A hybrid functional such as HSE06 gives the bands of a crystal at moderate cost. A G0W0 calculation then corrects each level for what happens when an electron is really added or removed. Because that step is expensive, it is tempting to replace it by a rigid shift: leave the filled bands alone and raise every empty band by the same amount. The problem below tests this shortcut on a hypothetical ordered crystal of silicon and carbon.

One-shot G0W0 on HSE06 for SiC3 (ordered alloy on a diamond lattice, space group R3m, 4 atoms in the cell), computed with Ansatz 0.2.0 at the r2SCAN geometry. Plane-wave PAW, no spin polarisation, cutoff 420 eV, 6×6×6 k mesh, 121 empty bands, screening cutoff 140 eV. Kohn–Sham and quasiparticle levels are each counted from their own valence top.

```tsv
band	b (fraction of the reciprocal vector)	c (fraction of the reciprocal vector)	kohn sham level (eV)	quasiparticle level (eV)	exchange less vxc (eV)	correlation (eV)
v2	0	0	0.000	0.000	-1.920	1.786
v1	0	0	0.000	0.000	-1.920	1.786
c1	0	0	5.076	5.436	5.158	-4.932
c2	0	0	6.021	6.503	5.364	-5.015
v2	0	0.1667	-1.549	-1.570	-2.193	2.038
v1	0	0.1667	-0.912	-0.928	-2.157	2.007
c1	0	0.1667	5.346	5.755	5.185	-4.910
c2	0	0.1667	6.143	6.510	5.112	-4.880
v2	0	0.3333	-3.473	-3.505	-2.671	2.505
v1	0	0.3333	-2.192	-2.225	-2.534	2.367
c1	0	0.3333	4.584	4.929	4.884	-4.673
c2	0	0.3333	5.601	5.948	5.003	-4.790
v2	0	-0.5000	-5.323	-5.306	-2.903	2.786
v1	0	-0.5000	-2.695	-2.732	-2.680	2.508
c1	0	-0.5000	4.309	4.644	4.783	-4.582
c2	0	-0.5000	5.235	5.561	4.966	-4.774
v2	0.1667	0.1667	-1.470	-1.486	-2.133	1.983
v1	0.1667	0.1667	-0.576	-0.585	-2.059	1.915
c1	0.1667	0.1667	5.110	5.489	5.063	-4.818
c2	0.1667	0.1667	6.593	7.002	5.347	-5.073
v2	0.3333	0.3333	-2.340	-2.362	-2.377	2.221
v1	0.3333	0.3333	-1.442	-1.461	-2.298	2.145
c1	0.3333	0.3333	3.651	3.977	4.645	-4.453
c2	0.3333	0.3333	5.293	5.621	4.976	-4.782
```

In the table v1 is the highest filled band and v2 the one below it; c1 is the lowest empty band and c2 the next. The columns b and c locate the state in reciprocal space; the component along the first reciprocal vector is zero in every row. Γ is the point where both are zero; P will stand for b = 0, c = 0.1667, and Q for b = c = 0.1667. The correction of a level is its quasiparticle level less its Kohn–Sham level, both counted from the valence top. The lowest empty level of the mesh is not in the table: the same calculation places it at b = c = −0.5, and the highest filled level at Γ. The gap between them is 2.523 eV in HSE06 and 2.813 eV in G0W0.

**(a) Take the rigid shift from the opening of the band gap. What quasiparticle level does it give for c2 at Γ, and how far is that from the value in the table? How well does the same shift serve the other levels?**

*Solution.* The rigid shift is the opening of the gap, 2.813 − 2.523 = 0.290 eV.

For c2 at Γ the Kohn–Sham level is 6.021 eV, so the shortcut gives 6.021 + 0.290 = 6.311 eV. The G0W0 calculation gives 6.503 eV. The shortcut is 0.19 eV too low, an error two thirds as large as the shift itself.

The filled levels in the table do stay in place, to within 0.04 eV. The twelve empty levels, none of which was used to set the shift, rise by more than it. For most of them the excess is below 0.1 eV, and c2 at Γ has the largest. The shortcut thus gets the main effect right and errs on one side for the empty levels.

**(b) Perhaps the shift merely grows with the height of the level. Would such a smooth stretch of the empty bands account for c2 at Γ?**

*Solution.* Compare it with the levels next to it in energy. Just above lies c2 at P, with a correction of 0.367 eV; the next one below, c2 at b = 0, c = 0.3333, has 0.347 eV. A smooth curve through these neighbours would give c2 at Γ something in between. Its actual correction is 0.482 eV, so the break is about 0.12 eV even against a stretched scale. A smaller break of the same sign occurs for c1 at P: its correction is 0.409 eV, while its neighbours in energy have 0.328 and 0.347 eV, which puts it about 0.08 eV above a smooth curve.

The spacing between the two empty bands makes the same point. At Γ, G0W0 pushes c1 and c2 apart by 0.122 eV. At P, one mesh step away, it draws them together by 0.042 eV. A rigid shift would leave both spacings unchanged, and a correction that grows steadily with energy would widen both. Something other than the height of the level must therefore enter.

**(c) Which part of the correction makes c2 at Γ stand out, and why do the other levels follow the simple rule so much better?**

*Solution.* The correction has two large parts of opposite sign. The column "exchange less vxc" is the change when exact exchange replaces the exchange–correlation potential of HSE06. Most of that potential depends only on the local density and its gradient, and so pulls on an empty state much as it does on a filled one. Exact exchange holds an empty state only through its overlap with the filled ones. The replacement therefore raises the empty level. The column "correlation" lowers it again, because the other electrons move aside around an added electron and so stabilise it.

For c2 at Γ the two parts leave 5.364 − 5.015 = 0.349 eV. The valence top itself sinks by 0.134 eV, and since levels are counted from it, this adds to the rise. The sum is 0.483 eV, which agrees with the correction in the table to within rounding. A modest shift is thus what remains of two terms more than ten times its size.

The simple rule works because the two terms change together. Across the empty levels the exchange part varies by 0.719 eV and the correlation part by 0.620 eV, yet the correction varies by only 0.156 eV. The likely reason lies in the starting point. In G0W0 the other electrons screen exact exchange, so that only part of its effect remains. HSE06 imitates this by mixing in only a fraction of exact exchange. Most of what full exact exchange changes is therefore undone by the correlation part, for each state in turn.

For c2 at Γ this compensation is less complete. Compared with c2 at P, its exchange part is higher by 0.252 eV, but its correlation part is only 0.135 eV more negative. Roughly half of the extra rise survives, and that is the break found in (b).

A second comparison shows that a large exchange part alone does not make the break. At Q, c2 has nearly the same exchange part, within 0.02 eV, but its correlation part pulls it down by 0.058 eV more. The state at Γ is thus stabilised less by the surrounding electrons than its exchange part would suggest.

A possible origin is the shape of the orbital. At Γ the full symmetry of the crystal keeps states of different kinds apart, while away from Γ they may mix and share their corrections. That the shape of c2 at Γ makes the compensation less complete is a guess that the symmetry and a plot of the orbital could test. The smaller break of c1 at P would fit such sharing. It would also fit a crossing of the two bands between Γ and P, because the labels c1 and c2 only rank the levels by energy.

The size of the break needs caution. The bands, screening cutoff and k mesh are finite, and no convergence run for this crystal shows what that costs. The only guide is a figure from the data makers' tests on other systems, where such G0W0 gaps fell short of the basis limit by 6 to 9 % in the median. A like shortfall here would mean about 0.2 to 0.3 eV. Part of such an error would be common to the empty levels and drop out when they are compared, but the rest could alter a break of 0.12 eV. Nor has this cell been compared with a second code. For the same reason the slight rise of v2 at b = 0, c = −0.5, against the small downward trend of the other filled levels, deserves no explanation of its own.

The mechanism also tells what to look for in a related calculation. Starting from a semilocal functional, which contains no exact exchange, G0W0 would have more to correct and the shift would be larger. A rigid shift should be safest between states of similar shape, whose two large terms can be expected to cancel to a similar degree. The printed output below lists the correction of each level and its excess over the rigid shift.

The analysis program printed:

```
Corrections in eV:
  row  correction  excess over rigid shift
   v2           0                        0
   v1           0                        0
   c1        0.36                  0.06952
   c2       0.482                   0.1915
   v2      -0.021                   -0.021
   v1      -0.016                   -0.016
   c1       0.409                   0.1185
   c2       0.367                  0.07652
   v2      -0.032                   -0.032
   v1      -0.033                   -0.033
   c1       0.345                  0.05452
   c2       0.347                  0.05652
   v2       0.017                    0.017
   v1      -0.037                   -0.037
   c1       0.335                  0.04452
   c2       0.326                  0.03552
   v2      -0.016                   -0.016
   v1      -0.009                   -0.009
   c1       0.379                  0.08852
   c2       0.409                   0.1185
   v2      -0.022                   -0.022
   v1      -0.019                   -0.019
   c1       0.326                  0.03552
   c2       0.328                  0.03752
Rigid shift from the opening of the mesh gap in eV: 0.2905
Change of the c2 to c1 spacing at Gamma in eV: 0.122
Change of the c2 to c1 spacing at (0 0.1667) in eV: -0.042
Correction of c2 at Gamma less that of c2 at (0 0.1667) in eV: 0.115
Exchange less vxc of c2 at Gamma less that at (0 0.1667) in eV: 0.252
Correlation of c2 at Gamma less that at (0 0.1667) in eV: -0.135
Exchange less vxc of c2 at Gamma less that at (0.1667 0.1667) in eV: 0.017
Correlation of c2 at Gamma less that at (0.1667 0.1667) in eV: 0.058
Spread of exchange less vxc over the empty levels in eV: 0.719
Spread of correlation over the empty levels in eV: 0.62
Spread of the correction over the empty levels in eV: 0.156
Gap shortfall if 6 percent of the basis limit is missing in eV: 0.1796
Gap shortfall if 9 percent of the basis limit is missing in eV: 0.2782
```
